## 1. Premises and conventions

Units $\hbar=k_B=1$; $\omega_n=(2n+1)\pi T$; energies and rates in K. $N_F$ is the single-spin density of states at the Fermi level. The Fermi-surface average runs over all sheets, $\langle x\rangle=N_F^{-1}\sum_k\delta(\xi_k)x_k$; $\langle\cdot\rangle'$ averages over $k'$, and $\langle\langle\cdot\rangle\rangle$ over both.

- **P1** Migdal approximation. All sums are restricted to the Fermi surface, with the density of states constant over the phonon range.
- **P2** Singlet pairing, real gap, even in $\omega_n$, with the full lattice symmetry. No field, no current.
- **P3** Dilute, random, static, nonmagnetic impurities of density $n_i$ and potential $u_{kk'}$. Born approximation, crossed diagrams dropped ($E_F\tau\gg1$).
- **P4** Impurities leave the bands, $\alpha^2F_{kk'}$ and $\mu^*_{kk'}$ unchanged.

Coupling functions, symmetric in $k\leftrightarrow k'$ and even in $l$:
$$\alpha^2F_{kk'}(\Omega)=N_F\sum_\nu|g^\nu_{kk'}|^2\delta(\Omega-\omega_{k-k',\nu}),\qquad \lambda_{kk'}(l)=\int_0^\infty\! d\Omega\,\frac{2\Omega\,\alpha^2F_{kk'}(\Omega)}{\Omega^2+(2\pi Tl)^2}.$$
The pseudopotential $\mu^*_{kk'}$ is static, symmetric and cut off at a few phonon energies $\omega_{ph}$.

## 2. Impurity self-energy

In Nambu space $\Sigma_k=i\omega_n(1-Z_k)+\phi_k\tau_1$, so
$$G_k=-\frac{i\omega_nZ_k+\xi\tau_3+\phi_k\tau_1}{(\omega_nZ_k)^2+\xi^2+\phi_k^2}.$$
The hole component scatters with $-u^*_{-k,-k'}$. Time reversal gives $u_{-k,-k'}=u^*_{kk'}$, so the vertex is $u_{kk'}\tau_3$. Only here does "nonmagnetic" enter. The first-order term is counted with the bands, which P4 holds fixed. In second order $\Sigma^{imp}_k=n_i\sum_{k'}|u_{kk'}|^2\tau_3G_{k'}\tau_3$. With $\tau_3\tau_1\tau_3=-\tau_1$, $\int d\xi\,(\xi^2+b^2)^{-1}=\pi/b$, and the odd $\xi\tau_3$ term integrating to zero,
$$\Sigma^{imp}_k=-i\langle\gamma_{kk'}g_{k'}\rangle'+\tau_1\langle\gamma_{kk'}f_{k'}\rangle',\qquad \gamma_{kk'}=\pi n_iN_F|u_{kk'}|^2=\gamma_{k'k}\ge0,$$
$$g_k=\frac{\omega_n}{E_k},\quad f_k=\frac{\Delta_k}{E_k},\quad E_k=\sqrt{\omega_n^2+\Delta_k^2},\quad\Delta_k=\frac{\phi_k}{Z_k}.$$
The golden-rule rate is $1/\tau_k=2\langle\gamma_{kk'}\rangle'$. Isotropic scattering means $\gamma_{kk'}=\gamma=1/2\tau$. This $\tau$ is the band lifetime, without phonon renormalization.

The phonon and Coulomb self-energies have the same $\tau_3G\tau_3$ form. Altogether
$$\omega_nZ_k(n)=\omega_nZ^{ph}_k(n)+\langle\gamma_{kk'}g_{k'}(n)\rangle',\qquad \phi_k(n)=\Phi_k(n)+\langle\gamma_{kk'}f_{k'}(n)\rangle',\tag{1}$$
$$\omega_nZ^{ph}_k=\omega_n+\pi T\sum_m\langle\lambda_{kk'}(n-m)g_{k'}(m)\rangle',\qquad \Phi_k=\pi T\sum_m\langle[\lambda_{kk'}(n-m)-\mu^*_{kk'}]f_{k'}(m)\rangle'.\tag{2}$$

## 3. Cancellation from the $J=0$ harmonic

Take $\omega_n>0$ and set $g_k=\cos\theta_k$, $f_k=\sin\theta_k$, $|\theta_k|<\pi/2$. The definition of $\Delta_k$ reads $\phi_kg_k-\omega_nZ_kf_k=0$. Insert (1). The impurity terms combine to $\gamma_{kk'}(f_{k'}g_k-g_{k'}f_k)=\gamma_{kk'}\sin(\theta_{k'}-\theta_k)$, so
$$\langle\gamma_{kk'}\sin(\theta_k-\theta_{k'})\rangle'=S_k,\qquad S_k\equiv\Phi_k\cos\theta_k-\omega_nZ^{ph}_k\sin\theta_k.\tag{3}$$
$S_k$ contains no $\gamma$ explicitly. Two consequences hold at any $T\le T_c$.

(a) If the clean solution ($S_k=0$) has $\theta$ independent of $k$, it solves (3) for any $\gamma_{kk'}$. This is Anderson's theorem (1959).

(b) The left side of (3) is symmetric times antisymmetric in $k\leftrightarrow k'$, so its average over $k$ vanishes:
$$\langle S_k(n)\rangle=0\quad\text{for every }n.\tag{4}$$

Take Fermi-surface harmonics $F_J$ (Allen 1976), $\langle F_JF_{J'}\rangle=\delta_{JJ'}$, $F_0=1$. Equation (4) is the $J=0$ component of (3). Impurities are absent from it explicitly and act only through the $J\ne0$ parts of $\theta_k$ inside $S_k$.

## 4. Damping of the other harmonics

Define the linear collision operator
$$(\Gamma x)_k=\langle\gamma_{kk'}(x_k-x_{k'})\rangle'.$$
Relabelling $k\leftrightarrow k'$ in half of the expression gives
$$\langle y\,\Gamma x\rangle=\tfrac12\langle\langle\gamma_{kk'}(y_k-y_{k'})(x_k-x_{k'})\rangle\rangle.\tag{5}$$
Hence $\Gamma$ is symmetric, $\Gamma\ge0$, and $\Gamma_{0J}=\Gamma_{J0}=0$. Let $P$ project on $J=0$ and $Q=1-P$; then $P\Gamma=\Gamma P=0$. By (5), $\langle x\Gamma x\rangle=0$ requires $x_k=x_{k'}$ wherever $\gamma_{kk'}>0$. If scattering connects the whole Fermi surface, the constant is the only zero mode. Let $\gamma_1>0$ be the lowest eigenvalue in $Q$ among fully symmetric functions. If some sheets are not connected, each connected group keeps its own zero mode and its own gap.

- Isotropic scattering: $\Gamma=\gamma Q$, so every $J\neq0$ is damped at $1/2\tau$.
- Sphere with $\gamma(\vartheta)$: eigenvalues $\gamma_l=\langle\gamma(\vartheta)[1-P_l(\cos\vartheta)]\rangle'$. The value at $l=1$ is $1/2\tau_{tr}$. A cubic gap starts at $l=4$. For small-angle scattering $1-P_l\simeq l(l+1)\vartheta^2/4$, so $\gamma_4/\gamma_1^{(l=1)}\to10$. The transport rate fixes the damping only for nearly isotropic scattering.

## 5. Dirty limit of the full equations

Write $\theta_k=\theta+\eta_k$, $\langle\eta\rangle=0$. For small $\eta$ the left side of (3) is $\Gamma\eta+O(\eta^3)$. By (4), $S$ lies in $Q$, where $\Gamma$ is invertible, so $\|\eta\|\le\|S\|/\gamma_1$. With a finite cutoff $S$ is bounded independently of $\gamma$, since $|f|,|g|\le1$ in (2). Thus $\eta\to0$ as $\gamma_1\to\infty$.

Set $\eta=0$ in (4). Then $f,g$ leave the $k'$ averages in (2), the $k$ average acts on the kernels alone, and (4) becomes $\langle\Phi\rangle\cos\theta=\omega_n\langle Z^{ph}\rangle\sin\theta$. With $\tan\theta=\Delta/\omega_n$ and $\bar Z=\langle Z^{ph}\rangle$:
$$\omega_n\bar Z(n)=\omega_n+\pi T\sum_m\bar\lambda(n-m)\frac{\omega_m}{E(m)},\qquad \bar Z(n)\Delta(n)=\pi T\sum_m[\bar\lambda(n-m)-\bar\mu^*]\frac{\Delta(m)}{E(m)}.\tag{6}$$
These are the isotropic Eliashberg equations, free of $\tau$. Here $\bar\lambda$ is built from
$$\alpha^2F(\Omega)=\langle\langle\alpha^2F_{kk'}(\Omega)\rangle\rangle=N_F^{-2}\sum_{kk'}\delta(\xi_k)\delta(\xi_{k'})\,\alpha^2F_{kk'}(\Omega),\qquad\bar\mu^*=\langle\langle\mu^*_{kk'}\rangle\rangle.$$
For several bands the weights are $N_iN_j/N_F^2$.

What $\gamma_1$ must exceed: expand $S_k$ in its explicit $\eta_k$. The derivative is $-\langle\Phi\rangle\sin\theta-\omega_n\bar Z\cos\theta=-\bar ZE(n)$, by $\langle\Phi\rangle=\bar Z\Delta$. To first order in the anisotropy, dropping the feedback of $\eta$ through the $QQ$ block of the kernels,
$$[\Gamma+\bar ZE(n)]\,\eta(n)=Q\,S^{(0)}(n),\qquad S^{(0)}=S|_{\eta=0}.\tag{7}$$
Relative to the clean value, a harmonic with eigenvalue $\gamma_J$ is reduced by $\bar ZE/(\bar ZE+\gamma_J)$. The condition is set frequency by frequency. The lowest frequencies become isotropic once $1/\tau\gg\bar Z\,2\pi T_c$. The sums in (6) run to $\omega_{ph}$, and the full reduction needs $\gamma_1\gg\bar Z\omega_{ph}$. Section 8 gives the remainder.

## 6. Linear equation and bounds on $T_c$

At $T_c$, $g=\mathrm{sgn}\,\omega_n$ and $x_k(n)=\Delta_k(n)/|\omega_n|$. Linearizing (3) in $\theta=x$:
$$(K-\Gamma)x=0,\qquad (Kx)_k(n)=\pi T\sum_m\langle[\lambda_{kk'}(n-m)-\mu^*_{kk'}]x_{k'}(m)\rangle'-|\omega_n|Z^{ph}_k(n)\,x_k(n).\tag{8}$$
In $Z^{ph}$ put $l=n-m$, $n\ge0$. Terms with $l\le n$ carry $+$ and terms with $l\ge n+1$ carry $-$; evenness cancels all $|l|\ge n+1$. With $\lambda_k=\langle\lambda_{kk'}\rangle'$,
$$\omega_nZ^{ph}_k=\omega_n+\pi T\Big[\lambda_k(0)+2\sum_{l=1}^n\lambda_k(l)\Big]\ \to\ \omega_n[1+\lambda_k(0)]\quad(\omega_n\ll\omega_{ph}).$$
$K$ is symmetric in the product $\sum_n\langle xy\rangle$. Let $\varepsilon(T,s)$ be the largest eigenvalue of $K-s\Gamma$, with $s\propto n_i$. It is negative at high $T$, and $T_c$ is the highest $T$ with $\varepsilon\ge0$. As $\varepsilon$ is the maximum of the Rayleigh quotient and $\Gamma\ge0$, it cannot rise with $s$. Trial vectors in $P$ do not feel $\Gamma$, so $\varepsilon$ is at least the top eigenvalue of $PKP$, which is the linearized form of (6). Therefore
$$T_c^{iso}\le T_c(s)\le T_{c0},\qquad T_c(s)\ \text{non-increasing}.\tag{9}$$
Eliminate $x_Q=(\Gamma-QKQ)^{-1}QKP\,x_P$ with the $Q$ rows of (8):
$$\big[PKP+PKQ\,(\Gamma-QKQ)^{-1}QKP\big]x_P=0.\tag{10}$$
At $T_c$ the top eigenvalue of $K-\Gamma$ is zero, so the block $\Gamma-QKQ$ is positive (strictly, if $x_P\neq0$). The second term adds pairing and vanishes as $\gamma_1\to\infty$; the lower bound in (9) is the dirty limit.

## 7. Initial slope

Let $T_c\ll\omega_{ph}$ and use the square well: for $|\omega_n|<\omega_c\sim\omega_{ph}$, kernel $V_{kk'}=\lambda_{kk'}(0)-\mu^*_{kk'}$ and $Z_k=1+\lambda_k(0)$; zero outside. The pairing sum $D_k$ in (8) is then independent of $n$, so $x(n)=(Z|\omega_n|+\Gamma)^{-1}D$ and
$$D=VRD,\qquad R=\pi T\sum_{|\omega_n|<\omega_c}(Z|\omega_n|+\Gamma)^{-1}.\tag{11}$$
$R$ is symmetric and positive. With $y=RD$, (11) is the symmetric problem $(V-R^{-1})y=0$. A first-order change at fixed $V$ must keep the eigenvalue zero: $\langle y\,\delta(R^{-1})y\rangle=0$. Since $\delta(R^{-1})=-R^{-1}\delta R\,R^{-1}$, this is $\langle D\,\delta R\,D\rangle=0$.

Clean limit: $R=L(T)/Z$, with $N=\omega_c/2\pi T\gg1$ positive frequencies,
$$L=\sum_{n=0}^{N-1}\frac1{n+\frac12}=\psi(N+\tfrac12)-\psi(\tfrac12)\simeq\ln\frac{2e^{C}\omega_c}{\pi T}=\ln\frac{1.134\,\omega_c}{T},$$
from $\psi(\frac12)=-C-2\ln2$ ($C$ Euler's constant) and $\psi(z+\frac12)=\ln z+1/24z^2+\dots$ Thus $\delta L=-\delta T/T$. First order in $\Gamma$ needs
$$\pi T\sum_n\frac1{\omega_n^2}=\frac{2}{\pi T}\sum_{n\ge0}\frac1{(2n+1)^2}=\frac{2}{\pi T}\frac{\pi^2}{8}=\frac{\pi}{4T}.$$
So $\delta R=-Z^{-1}\delta T/T-(\pi/4T)Z^{-1}\Gamma Z^{-1}$. With the clean gap $\Delta_k=D_k/Z_k$ and (5),
$$\delta T_c=-\frac{\pi}{4}\frac{\langle\Delta\Gamma\Delta\rangle}{\langle Z\Delta^2\rangle}=-\frac{\pi}{8}\frac{\langle\langle\gamma_{kk'}(\Delta_k-\Delta_{k'})^2\rangle\rangle}{\langle Z\Delta^2\rangle}.\tag{12}$$
$V$ enters only through the shape of the clean gap. For isotropic scattering $\langle\Delta\Gamma\Delta\rangle=(\langle\Delta^2\rangle-\langle\Delta\rangle^2)/2\tau$. Write $\Delta_k=\langle\Delta\rangle(1+a_k)$, $\langle a\rangle=0$, $A=\langle a^2\rangle$, and take $Z$ uniform:
$$\boxed{\frac{\delta T_c}{T_c}=-\frac{\pi}{8}\,\frac{\langle a^2\rangle}{1+\langle a^2\rangle}\,\frac{1}{\tau^*T_c}},\qquad\tau^*=(1+\lambda)\tau.\tag{13}$$
At weak coupling $\tau^*\to\tau$. The shift $\delta T_c$ itself is independent of $T_c$.

Sensitivity to the square well: both pieces of $\delta R$ come from $|\omega_n|\sim T$. The pair $\omega_n=\pm\pi T$ supplies $8/\pi^2=0.81$ of the $\omega_n^{-2}$ sum. The tail beyond $\omega_c$ is $1/\omega_c$, a fraction $4T_c/\pi\omega_c$. For a retarded kernel $D$ and $Z$ vary only on the scale $\omega_{ph}$, so (12) holds with their low-frequency values up to relative order $T_c/\omega_{ph}$.

## 8. Crossover between the limits

Take isotropic scattering and the separable kernel $V_{kk'}=V(1+a_k)(1+a_{k'})$ of Markowitz and Kadanoff (1963), with uniform $Z$. Then $D\propto1+a$ and (11) gives $1=V\langle(1+a)R(1+a)\rangle$. On the constant $R=L/Z$; on $a_k$, which lies in $Q$, $R=L_\rho/Z$. With $\gamma^*=1/2\tau^*$ and $\rho=\gamma^*/2\pi T=1/4\pi T\tau^*$,
$$L_\rho=\sum_{n=0}^{N-1}\frac1{n+\frac12+\rho}=\psi(N+\tfrac12+\rho)-\psi(\tfrac12+\rho)\simeq L-\big[\psi(\tfrac12+\rho)-\psi(\tfrac12)\big]+\ln\Big(1+\frac{\gamma^*}{\omega_c}\Big).$$
The condition is $Z/V=L(T_c)+AL_\rho(T_c)$; in the clean case $Z/V=(1+A)L_0$, $L_0=L(T_{c0})$. Subtract, using $L(T_c)-L_0=\ln(T_{c0}/T_c)$:
$$(1+A)\ln\frac{T_{c0}}{T_c}=A\Big[\psi(\tfrac12+\rho)-\psi(\tfrac12)-\ln\Big(1+\frac{\gamma^*}{\omega_c}\Big)\Big],\qquad\rho=\frac{1}{4\pi T_c\tau^*}.\tag{14}$$
The gap at each frequency follows from $x(n)$ and agrees with (7):
$$\Delta_k(n)=\langle\Delta\rangle\Big[1+a_k\frac{|\omega_n|}{|\omega_n|+\gamma^*}\Big].\tag{15}$$

**Generality to order $A$.** (i) Let $Z_k=\bar Z(1+z_k)$ and let the kernel carry $d_k$ in place of $a_k$. With $h=\bar Z|\omega_n|$, expand $(h+\gamma Q+hz)^{-1}$ to second order:
$$\langle(1+d)(Z|\omega_n|+\Gamma)^{-1}(1+d)\rangle=\frac1h+\frac{\langle d^2\rangle-2\langle dz\rangle+\langle z^2\rangle}{h+\gamma}=\frac1h+\frac{\langle(d-z)^2\rangle}{h+\gamma}.$$
Since $\Delta=D/Z$, $d-z$ is the clean gap anisotropy $a$ to first order, and (14) stands with $\bar Z$. (ii) For a non-separable kernel with $\|V_{QQ}\|\ll V_{00}$, $D_J\simeq V_{J0}(L/Z)D_0$ with $V_{00}L/Z\simeq1$ gives $a_J=V_{J0}/V_{00}$ and the same condition, with relative corrections $\|V_{QQ}\|/V_{00}$ to the $A$ term. Small $A$ alone does not make these corrections small. With one anisotropic harmonic $F_1$ and small $V_{01}$, the clean gap has amplitude $a_1=V_{10}/(V_{00}-V_{11})$, $A=a_1^2$, and the top eigenvalue of $V$ is $Z/L_0=V_{00}+A(V_{00}-V_{11})$, while $Z/L(T_c^{iso})=V_{00}$. The total drop is then $\ln(T_{c0}/T_c^{iso})=AL_0(1-V_{11}/V_{00})$. For $V_{11}/V_{00}=0.5$ and $V_{01}/V_{00}=0.05$ one has $A=0.01$, and the drop is half of $AL_0$. In every case $a$ refers to the gap, not to $\lambda_k$.

**Regimes.**

1. $\rho\ll1$: $\psi(\frac12+\rho)-\psi(\frac12)=\frac{\pi^2}{2}\rho-7\zeta(3)\rho^2+\dots$ The first term gives $(\pi^2/2)/4\pi T_c\tau^*=\pi/8T_c\tau^*$, which is (13). The second is smaller by $14\zeta(3)\rho/\pi^2=1.705\rho$ and reaches 10% at $1/\tau^*=0.74\,T_c$.
2. $\rho\gg1$: $\psi(\frac12+\rho)\simeq\ln\rho$, so $L_\rho=\ln(N+\rho)-\ln\rho=\ln(1+\omega_c/\gamma^*)$. The isotropic value obeys $L(T_c^{iso})=Z/V$. Hence
$$\ln\frac{T_c}{T_c^{iso}}=A\ln\Big(1+\frac{\omega_c}{\gamma^*}\Big),\qquad\ln\frac{T_{c0}}{T_c^{iso}}=AL_0.\tag{16}$$
For $2\pi T_c\ll\gamma^*\ll\omega_c$ the low-frequency gap (15) is isotropic, but $T_c$ still falls logarithmically. The fraction $\ln(1+\omega_c/\gamma^*)/L_0$ of the total logarithmic drop remains.
3. $\gamma^*\gg\omega_c$: $T_c/T_c^{iso}-1\simeq2A\omega_c\tau^*\to0$, and (6) holds at all relevant frequencies.

The form $\ln(1+\omega_c/\gamma^*)$ belongs to the sharp cutoff. A real spectrum changes $\omega_c$ by a factor of order one. For small $A$ the remainder in (16) is at most $AL_0$, so (6) is numerically fair throughout; the condition matters for the size of the anisotropy effect itself.

## 9. Range of validity

- $E_F\tau\gg1$ and $\omega_{ph}\ll E_F$. Localization and disorder-enhanced Coulomb repulsion are excluded. The full dirty limit is the window $\bar Z\omega_{ph}\ll\gamma_1\ll E_F$.
- Time-reversal-invariant scatterers. Spin-exchange scattering reverses the sign of the $f$ term in (1) and breaks pairs at $J=0$.
- Strong scatterers: at $T_c$, $|u|^2$ is replaced by the on-shell $|T_{kk'}|^2$, and the optical theorem keeps $\Gamma P=0$.
- Scattering must connect all sheets; otherwise (6) becomes a multiband set.
- $T_c^{iso}>0$ is needed for saturation. For $\langle\Delta\rangle=0$ the factor $A/(1+A)$ in (13) becomes 1 and that state is destroyed.
- (3)–(6) and (8)–(10) hold at any coupling within P1–P4. (12) needs $T_c\ll\omega_{ph}$ and $\gamma_J\ll\bar Z\,2\pi T_c$. (13)–(16) need isotropic scattering as well, and (14)–(16) a separable kernel, or $A\ll1$ together with $\|V_{QQ}\|\ll V_{00}$.
- P4 fails at first order in concentration. By $Z/V=(1+A)L_0$, a relative change $\epsilon$ of $V/Z$ shifts $\ln T_c$ by $L_0\epsilon$.

## 10. Illustration: Al$_{1-x}$Mg$_x$

A random solid solution with isotropic scattering and a separable kernel is assumed. Cutoff: $\omega_c=\Theta_D=428$ K (compiled value, Wikipedia). Typical values for the other inputs:

- clean Al $T_{c0}=1.18$ K, which fixes $V/Z$;
- $\lambda=0.43$, so $Z=1.43$;
- Drude (band) plasma energy $\hbar\omega_p=12.3$ eV;
- residual resistivity of Mg in Al, $0.5\ \mu\Omega$ cm per at.%;
- free-electron $E_F=11.7$ eV;
- $A=0.010$, chosen as the size that reproduces the typical $T_c$ depression of dilute Al alloys. The drops below are therefore the model's and test nothing.

**Rate.** The dc Drude relation $1/\tau=\epsilon_0\omega_p^2\rho_0$ connects band quantities. For $1\ \mu\Omega$ cm it gives $3.092\times10^{13}$ s$^{-1}$, or 236.2 K (working digits). Per at.% Mg: $1/\tau=118.1$ K, $1/\tau^*=82.6$ K, $\gamma^*=41.3$ K.

**Slope.** $(\pi/8)A/(1+A)=0.00389$, so (13) gives $dT_c/dx=-0.32$ K per at.%. Omitting $Z$ would give $-0.46$. The cutoff correction $4T_c/\pi\omega_c$ is 0.35%. The linear law is 10% off at $1/\tau^*=0.87$ K, or $x=0.011$ at.%.

**Saturation.** $L_0=6.02$, so (16) gives $T_c^{iso}=1.11$ K, a total drop of 69 mK. Halving $\omega_c$ at fixed $T_{c0}$ lowers $L_0$ by 12%.

Solution of (14); the last column is $\ln(T_{c0}/T_c)/AL_0$:

| $x$ (at.%) | $1/\tau^*T_{c0}$ | $\gamma^*/\omega_c$ | drop (mK) | linear law (mK) | fraction |
|---|---|---|---|---|---|
| 0.01 | 0.70 | 0.00096 | 2.9 | 3.2 | 0.04 |
| 0.1 | 7.0 | 0.0096 | 17 | 32 | 0.24 |
| 1 | 70 | 0.096 | 42 | – | 0.60 |
| 3 | 210 | 0.29 | 52 | – | 0.75 |

At 1 at.% the model has $T_c=1.14$ K and $\pi T_c=3.6$ K. By (15) the anisotropy at the lowest frequency is down to 0.08 of its clean value, while only 0.60 of the logarithmic drop has occurred. Reaching $\gamma^*=\omega_c$ takes about 10 at.%.

**Premises.** $\Theta_D/E_F=0.003$. At 3 at.%, $1/\tau=354$ K $=31$ meV and $1/E_F\tau=0.003$. P1 and the non-crossing condition hold.

**Neglected term.** Divalent Mg in trivalent Al lowers the electron density by 0.33% per at.% at fixed volume. With $N_F\propto n^{1/3}$ and $V/Z\propto N_F$ as a crude estimate, $\epsilon=-0.11\%$ and $\delta T_c=T_{c0}L_0\epsilon\approx-8$ mK per at.%. Changes of volume and phonons add terms of the same order that this estimate omits. The anisotropy slope from (16) is $-AT_c\,\omega_c/[x(\omega_c+\gamma^*)]$, or $-10$ mK per at.% at $x=1$ at.%. The two are comparable there. The table describes the model's total shift only for $x$ well below 1 at.%; above that it gives the anisotropy part, to which a term linear in $x$ must be added.